\section*{Quasispin algebra, seniority and the pairing eigenvalue}

\subsection*{Statement}

Let a shell consist of $2\Omega$ degenerate one-fermion states that form $\Omega$ time-reversed pairs $(k,\bar k)$. For electrons in an orbital shell $l$ with both spin directions $\Omega=2l+1$; for a shell of half-integer angular momentum $j$, $\Omega=j+\tfrac12$. Define
\begin{equation}
Q_+=\sum_{k=1}^{\Omega}a^\dagger_k a^\dagger_{\bar k},\qquad Q_-=Q_+^\dagger,\qquad Q_z=\tfrac12(\hat N-\Omega).
\label{def}
\end{equation}

(A) These operators are rotational scalars and obey the su(2) relations
\begin{equation}
[Q_+,Q_-]=2Q_z,\qquad [Q_z,Q_\pm]=\pm Q_\pm .
\label{su2}
\end{equation}

(B) The Fock space of the shell splits into quasispin multiplets. A multiplet starts at a particle number $v\le\Omega$, the seniority, has quasispin $Q=(\Omega-v)/2$ and contains one state for each $N=v,v+2,\dots,2\Omega-v$. The number of multiplets of seniority $v$ is
\begin{equation}
D(v)=\binom{2\Omega}{v}-\binom{2\Omega}{v-2},
\label{deg}
\end{equation}
the second term being zero for $v<2$.

(C) On a state with $N$ particles and seniority $v$,
\begin{equation}
Q_+Q_-=\tfrac14\,(N-v)(2\Omega+2-N-v).
\label{eig}
\end{equation}

(D) The pairing Hamiltonian $H=-G\,Q_+Q_-$ with $G>0$ has the spectrum
\begin{equation}
E(N,v)=-\tfrac G4\,N(2\Omega+2-N)+\tfrac G4\,v(2\Omega+2-v).
\label{E}
\end{equation}
Excitation energies at fixed $N$ do not depend on $N$. For even $N$ with $2\le N\le 2\Omega-2$ the ground state has $v=0$, is non-degenerate, and lies below the next level by
\begin{equation}
E(N,2)-E(N,0)=G\Omega .
\label{gap}
\end{equation}

Seniority is due to Racah (1943); the spin-like treatment of pair operators goes back to Anderson (1958) and Kerman (1961).

\subsection*{Premises and conventions}

The operators obey $\{a_\alpha,a^\dagger_\beta\}=\delta_{\alpha\beta}$ and $\{a_\alpha,a_\beta\}=0$, with $\alpha,\beta$ running over the $2\Omega$ states, and $n_\alpha=a^\dagger_\alpha a_\alpha$. Time reversal $T$ maps the shell onto itself with $T^2=-1$, and the partner is defined by $|\bar k\rangle=T|k\rangle$, so that $T|\bar k\rangle=-|k\rangle$. With Condon--Shortley phases and a suitable overall phase of $T$,
\begin{equation}
\begin{aligned}
&j\text{ shell:} && a^\dagger_k=a^\dagger_{jm},\quad a^\dagger_{\bar k}=(-1)^{j-m}a^\dagger_{j,-m},\quad m=\tfrac12,\dots,j,\\
&l\text{ shell:} && a^\dagger_k=a^\dagger_{lm\uparrow},\quad a^\dagger_{\bar k}=(-1)^{l-m}a^\dagger_{l,-m\downarrow},\quad m=-l,\dots,l.
\end{aligned}
\end{equation}
The common one-particle energy is set to zero; restoring it adds a term proportional to $N$. The interaction has one matrix element $-G$ between all pair states, the diagonal ones included: $H=-G\sum_{k,k'}b^\dagger_k b_{k'}$ with $b^\dagger_k=a^\dagger_k a^\dagger_{\bar k}$ and $b_k=a_{\bar k}a_k$. Rotational symmetry is needed only to name $L$, $S$ or $J$; Eqs.~\eqref{su2}--\eqref{gap} hold for any $\Omega$ degenerate doublets.

\subsection*{Proof of (A)}

For one doublet, moving the bilinear $n_{\bar k}$ through the operators of state $k$ gives
\begin{equation}
b^\dagger_k b_k=a^\dagger_k\,n_{\bar k}\,a_k=n_kn_{\bar k},\qquad b_kb^\dagger_k=(1-n_k)(1-n_{\bar k}),
\end{equation}
and therefore $[b^\dagger_k,b_k]=n_k+n_{\bar k}-1\equiv 2s_{kz}$. From $[n_\alpha,a^\dagger_\beta]=\delta_{\alpha\beta}a^\dagger_\beta$ follows $[n_k+n_{\bar k},b^\dagger_k]=2b^\dagger_k$, that is $[s_{kz},b^\dagger_k]=b^\dagger_k$. Operators of different doublets commute, because each is bilinear in fermion operators that anticommute with those of the other doublet. Summing over $k$, with $\sum_k s_{kz}=\tfrac12(\hat N-\Omega)=Q_z$, gives $[Q_+,Q_-]=2Q_z$ and $[Q_z,Q_+]=Q_+$; the adjoint of the latter is $[Q_z,Q_-]=-Q_-$. This is Eq.~\eqref{su2}.

For the scalar property write $Q_+=\tfrac12\sum_{\alpha\beta}\eta_{\alpha\beta}a^\dagger_\alpha a^\dagger_\beta$ with $\eta_{k\bar k}=1$, $\eta_{\bar k k}=-1$ and all other elements zero. For a one-body operator $\hat t=\sum t_{\mu\nu}a^\dagger_\mu a_\nu$, the identity $[a^\dagger_\mu a_\nu,a^\dagger_\alpha a^\dagger_\beta]=\delta_{\nu\alpha}a^\dagger_\mu a^\dagger_\beta+\delta_{\nu\beta}a^\dagger_\alpha a^\dagger_\mu$ yields
\begin{equation}
[\hat t,Q_+]=\tfrac12\sum_{\alpha\beta}\left(t\eta+\eta t^{\mathsf T}\right)_{\alpha\beta}a^\dagger_\alpha a^\dagger_\beta .
\label{tq}
\end{equation}
In this basis $T$ acts as the matrix $-\eta$ times complex conjugation. A Hermitian $t$ has $t^*=t^{\mathsf T}$, so oddness under time reversal, $TtT^{-1}=-t$, reads $\eta t^{\mathsf T}\eta^{-1}=-t$, which makes the bracket in Eq.~\eqref{tq} vanish. Every Hermitian one-body operator of the shell that is odd under $T$ thus commutes with $Q_+$, with $Q_-$ by the adjoint, and with $Q_z$ because it conserves $N$. The components of $\mathbf J$, or of $\mathbf L$ and $\mathbf S$ separately in an $l$ shell, are such operators. Hence $Q_+$ creates a pair with $J=0$, or with $L=S=0$, and all members of a quasispin multiplet carry the same angular-momentum labels.

\subsection*{Proof of (B) and (C)}

\emph{Ladder.} Let $|v\rangle$ be a normalised state of $v$ particles with $Q_-|v\rangle=0$. The claim is $Q_-Q_+^{\,p}|v\rangle=c_p\,Q_+^{\,p-1}|v\rangle$ with a number $c_p$ and $c_0=0$. Insert $Q_-Q_+=Q_+Q_--2Q_z$ acting on $Q_+^{\,p-1}|v\rangle$, which holds $v+2(p-1)$ particles and so has $-2Q_z=\Omega-v-2(p-1)$. By induction
\begin{equation}
c_p=c_{p-1}+\Omega-v-2(p-1),\qquad c_p=p(\Omega-v)-p(p-1)=p\,(\Omega-v-p+1).
\label{cp}
\end{equation}

\emph{Length.} The squared norms obey $\|Q_+^{\,p}|v\rangle\|^2=\langle v|Q_-^{\,p-1}\,Q_-Q_+^{\,p}|v\rangle=c_p\,\|Q_+^{\,p-1}|v\rangle\|^2$. Since $c_1=\Omega-v$ is a squared norm, $v\le\Omega$. The factors $c_p$ are positive for $1\le p\le\Omega-v$ and $c_{\Omega-v+1}=0$, so the ladder has $\Omega-v+1$ members, with $N=v+2p$ from $v$ to $2\Omega-v$, and
\begin{equation}
\|Q_+^{\,p}|v\rangle\|^2=\frac{p!\,(\Omega-v)!}{(\Omega-v-p)!}.
\end{equation}

\emph{Quasispin.} By Eq.~\eqref{su2} the operator $\mathbf Q^2=Q_+Q_-+Q_z^2-Q_z$ commutes with $Q_\pm$ and $Q_z$. On $|v\rangle$ the first term vanishes and $Q_z=-(\Omega-v)/2$, so $\mathbf Q^2=Q(Q+1)$ with $Q=(\Omega-v)/2$, and this value holds along the ladder, whose length is $2Q+1$.

\emph{Eigenvalue.} Multiplying the ladder relation by $Q_+$ gives $Q_+Q_-\,Q_+^{\,p}|v\rangle=c_p\,Q_+^{\,p}|v\rangle$. With $p=(N-v)/2$,
\begin{equation}
c_p=\frac{N-v}{2}\cdot\frac{2\Omega+2-N-v}{2}=(Q+Q_z)(Q-Q_z+1),
\end{equation}
which is Eq.~\eqref{eig}.

\emph{Completeness.} Let $\mathcal H_N$ be the space of $N$ particles, of dimension $\binom{2\Omega}{N}$. Because $Q_-$ is the adjoint of $Q_+$, $\mathcal H_N$ is the orthogonal sum of the kernel of $Q_-$ and the image $Q_+\mathcal H_{N-2}$. The kernel consists of ladder bottoms with $v=N$. If $\mathcal H_{N-2}$ is spanned by ladder states, so is its image; $\mathcal H_0$ and $\mathcal H_1$ are pure kernel. By induction every $\mathcal H_N$ is spanned by ladder states, and Eq.~\eqref{eig} is the whole spectrum. Ladder states of different $v$ are orthogonal as eigenstates of $\mathbf Q^2$, and those grown from orthogonal bottoms of equal $v$ are orthogonal by repeated use of the ladder relation.

\emph{Counting.} For $N\le\Omega$ every ladder with $v\le N$ and $v\equiv N$ (mod 2) reaches $N$, since $N\le2\Omega-v$. Thus $\binom{2\Omega}{N}=\sum_v D(v)$ over these $v$, and the difference of this relation for $N=v$ and $N=v-2$ is Eq.~\eqref{deg}. For a $p$ shell ($\Omega=3$), $D(0)=1$, $D(1)=6$, $D(2)=14$ and $D(3)=14$. These are the terms ${}^1S$ ($v=0$) and ${}^3P,{}^1D$ ($v=2$) of $p^2$ and $p^4$, and ${}^2P$ ($v=1$) and ${}^4S,{}^2D$ ($v=3$) of $p^3$.

\emph{Seniority and blocked levels.} Each doublet has four Fock states. Empty and full form a quasispin $\tfrac12$; the two singly occupied states are annihilated by $b_k$ and $b^\dagger_k$ and have $s_{kz}=0$. The set of singly occupied (blocked) states is therefore conserved by $Q_\pm$. With $u$ blocked doublets the other $\Omega-u$ quasispins couple to $Q=(\Omega-u)/2-r$, $r=0,1,\dots$, so $v=u+2r$. Seniority is not simply the number of blocked doublets. At $v=2$ there are $4\binom{\Omega}{2}=2\Omega(\Omega-1)$ multiplets with $u=2$, $r=0$, and $\Omega-1$ with $u=0$, $r=1$; the sum $2\Omega^2-\Omega-1$ equals $D(2)$.

\subsection*{Proof of (D) and corollaries}

Put $A=2\Omega+2$. Expanding, $(N-v)(A-N-v)=N(A-N)-v(A-v)$, because the cross terms $-Nv$ and $+vN$ cancel. Multiplication by $-G/4$ gives Eq.~\eqref{E}, a function of $N$ plus a function of $v$. Successive levels at fixed $N$ are separated by
\begin{equation}
E(N,v+2)-E(N,v)=\tfrac G4\,(2A-4v-4)=G(\Omega-v),
\end{equation}
which is positive whenever seniority $v+2\le\Omega$ exists. The ground state has the lowest seniority, $v=0$ for even and $v=1$ for odd $N$. Setting $v=0$ gives Eq.~\eqref{gap}; seniority 2 occurs only for $\Omega\ge2$ and $2\le N\le2\Omega-2$. For odd $N$ the ground level is $2\Omega$-fold degenerate and the next, where it exists, lies $G(\Omega-1)$ higher. For a repulsive force, $G<0$, the order is inverted and the highest seniority lies lowest.

\emph{Odd--even staggering.} For odd $N$, the first term of Eq.~\eqref{E} minus its mean over $N\pm1$ is $-G/4$, and the second term at $v=1$ is $G(2\Omega+1)/4$. Hence
\begin{equation}
E(N,1)-\tfrac12\left[E(N-1,0)+E(N+1,0)\right]=\tfrac12G\Omega .
\label{stag}
\end{equation}
In a grain the charging energy contributes to this difference and has to be removed first.

\emph{Omitted diagonal.} If the terms $k=k'$ are left out of $H$, the operator $G\sum_k n_kn_{\bar k}=G(N-u)/2$ is added. The $u=2$ states then lie $G(\Omega-1)$ above the ground state and the $u=0$, $r=1$ states stay at $G\Omega$.

\emph{Exchange.} In an $l$ shell a term $-J_s\mathbf S^2$ commutes with the quasispin by (A). A multiplet inherits the spin of its $v$-particle bottom, so $S\le v/2$, and $S=v/2$ is realised by $v$ spin-up electrons, which $Q_-$ annihilates. The lowest state of seniority $v$ then lies, relative to $v=0$, at $\tfrac v4[G(2\Omega+2-v)-J_s(v+2)]$. The bracket falls with $v$, so for even $N$ the paired state remains the ground state exactly when
\begin{equation}
v_{\max}<\frac{G(2\Omega+2)-2J_s}{G+J_s},\qquad v_{\max}=\min(N,2\Omega-N),
\label{hund}
\end{equation}
and the $v=2$ triplet lies at $G\Omega-2J_s$.

\subsection*{Range of validity}

Statements (A)--(C) are exact for any shell closed under time reversal. Statement (D) is exact for the model Hamiltonian and describes a physical shell under the following conditions.

\emph{Degeneracy.} Let the doublets be shifted by $\epsilon_k$ with $\sum_k\epsilon_k=0$ and root-mean-square value $\sigma$. In the $v=0$ state all doublets are equally occupied and the first-order shift vanishes. A state with $k,k'$ blocked has its $N/2-1$ pairs spread evenly over the other $\Omega-2$ doublets ($\Omega>2$), whose energies sum to $-(\epsilon_k+\epsilon_{k'})$, and shifts by $(\epsilon_k+\epsilon_{k'})(1-2f)$ with $f=(N/2-1)/(\Omega-2)$. The condition is $\sigma\ll G\Omega$. For doublets equally spaced by $d$, $\sigma=d\sqrt{(\Omega^2-1)/12}$, and with $G=\lambda d$ the condition demands $\lambda\gg1/\sqrt{12}\approx0.29$ at large $\Omega$. An irregular grain of a weak-coupling metal does not meet it; the degeneracy has to come from symmetry.

\emph{Isolation.} An empty shell of $\Omega'$ doublets at a height $\varepsilon\gg G\Omega,G\Omega'$, coupled with the same $G$, adds in second order $-(G^2/2\varepsilon)\,Q_+\langle Q'_-Q'_+\rangle Q_-$ with $\langle Q'_-Q'_+\rangle=\Omega'$. The strength becomes $G(1+G\Omega'/2\varepsilon)$. A full shell at the same depth gives $Q_-Q_+=Q_+Q_--2Q_z$ in place of $Q_+Q_-$ and changes the gap by the same factor.

\emph{Form of the force.} For a contact attraction $-g\,\delta(\mathbf r_1-\mathbf r_2)$ and two electrons in an $l$ shell with normalised radial function $u_l(r)$, the singlet pair function of angular momentum $L$ at coincident points is $u_l^2\,(2l+1)[4\pi(2L+1)]^{-1/2}\langle l0l0|L0\rangle Y_{LM}$. Integrating its square,
\begin{equation}
E_L=-g\,\mathcal I\,\frac{(2l+1)^2}{4\pi}\begin{pmatrix}l&l&L\\0&0&0\end{pmatrix}^2,\qquad \mathcal I=\int u_l^4\,r^2dr .
\end{equation}
The squared $3j$ symbol is $1/(2l+1)$ for $L=0$, which identifies $G=g\mathcal I/4\pi$, while $E_2/E_0=l(l+1)/[(2l-1)(2l+3)]$, close to one quarter for large $l$. The pure pairing force sets $E_2=0$ and so overstates the lowest singlet excitation of this force. For a sphere of radius $R$ and volume $V$, the Cauchy--Schwarz inequality applied to $\int u_l^2r^2dr=1$ gives $\mathcal I\ge3/R^3$, so $G\ge g/V$.

\emph{Retardation, exchange, temperature.} A phonon-mediated attraction can be treated as instantaneous and constant only for energies below the Debye energy, $G\Omega\ll\hbar\omega_D$. Exchange must satisfy Eq.~\eqref{hund}. The $v=2$ level is thermally empty only if $k_BT\ll G\Omega/\ln D(2)$. A magnetic field leaves $v$ a good label, since the orbital and spin Zeeman terms are odd under $T$, but it splits the levels with $v>0$.

\subsection*{Illustration: a spherical model grain of Al}

Take 2000 Al atoms with three free electrons each, $N_e=6000$, at the bulk density with the approximate fcc lattice constant $a=0.405$ nm. Then $R=(3\cdot2000\,a^3/16\pi)^{1/3}=1.99$ nm, $k_F=(36\pi^2)^{1/3}/a=17.49$ nm$^{-1}$ and $E_F=\hbar^2k_F^2/2m_e=11.65$ eV. The number of doublets below $E$ grows as $E^{3/2}$ and equals $N_e/2$ at $E_F$, so the mean doublet spacing is
\begin{equation}
d=\frac{4E_F}{3N_e}=2.59\ \text{meV}.
\end{equation}
The strength is taken from the reduced BCS model, $G=\lambda d$ for doublets within $\pm\hbar\omega_D$ of $E_F$. Its bulk gap equation is
\begin{equation}
1=\frac Gd\int_{-\hbar\omega_D}^{\hbar\omega_D}\frac{d\xi}{2\sqrt{\xi^2+\Delta_0^2}}=\lambda\,\operatorname{arsinh}\frac{\hbar\omega_D}{\Delta_0}.
\end{equation}
The compiled Debye temperature of 428 K (Wikipedia) gives $\hbar\omega_D=36.9$ meV. The coupling is fitted to a typical bulk gap $\Delta_0\approx0.18$ meV: $\hbar\omega_D/\Delta_0=205$, $\lambda=0.166$, $G=0.43$ meV. This $G$ corresponds to the volume average $g/V$, the lower bound found above.

Assume that the open shell has $l=12$, allowed since $k_FR\approx35$, so $\Omega=25$, and holds $N=10$ electrons.

\begin{center}
\begin{tabular}{cccccc}
\hline
$v$ & $Q$ & $Q_+Q_-$ & $(E-E_0)/G$ & $E-E_0$ (meV) & $D(v)$\\
\hline
0 & 25/2 & 105 & 0 & 0 & 1\\
2 & 23/2 & 80 & 25 & 11 & 1224\\
4 & 21/2 & 57 & 48 & 21 & 229075\\
\hline
\end{tabular}
\end{center}

The ground-state energy is $E_0=-105\,G=-45$ meV. The last three columns are the same for every even $N$ from 4 to 46. Of the 1224 states at $v=2$, 1200 have two blocked doublets and 24 have none. The staggering of Eq.~\eqref{stag} is $12.5\,G=5.4$ meV.

The neglected terms have these sizes. Neighbouring shells of similar degeneracy lie on average $\Omega d=65$ meV away, outside the Debye window; coupled at full strength, each would raise $G$ by the fraction $\lambda/2=0.083$. The ratio $G\Omega/\hbar\omega_D$ is 0.3, so the instantaneous force is only roughly justified. A contact force has $E_2/E_0=0.25$. The thermal scale $G\Omega/\ln D(2)$ is 1.5 meV. Exchange is larger than $G$. Flipping $S$ electrons in a ladder of spacing $d$ costs $dS^2$, so $-J_s\mathbf S^2$ reaches the Stoner instability at $J_s=d$, and $J_s/d$ is the Stoner product, approximately 0.25 for Al. This gives $J_s=0.65$ meV and lowers the triplet excitation to $25G-2J_s\approx9$ meV. The bound in Eq.~\eqref{hund} is 19.5, so with these inputs the paired state survives for even $N\le18$ and $N\ge32$; at $N=24$ the state with $S=12$ gains $156J_s=101$ meV against $168G=72$ meV for $v=0$.

Degeneracy is the most fragile premise. Levels in a hard-walled sphere scale as $R^{-2}$, so a relative distortion $\delta$ of the shape spreads the shell by an amount of order $2E_F\delta$. The condition $\sigma\ll G\Omega$ needs $\delta\ll5\times10^{-4}$, about 1 pm on this radius and far below the size of an atom. If the 25 doublets are spread at the spacing $d$, $\sigma=19$ meV exceeds $G\Omega$. The gap of 11 meV, about 30 times the value $2\Delta_0=0.36$ meV used as input, is therefore the model's number for an ideal spherical shell. Al grains of a few nanometres radius typically show pairing gaps below about 1 meV, so the model lies too high by an order of magnitude or more, mainly because facets and the lattice remove the 25-fold orbital degeneracy on which the factor $\Omega$ rests.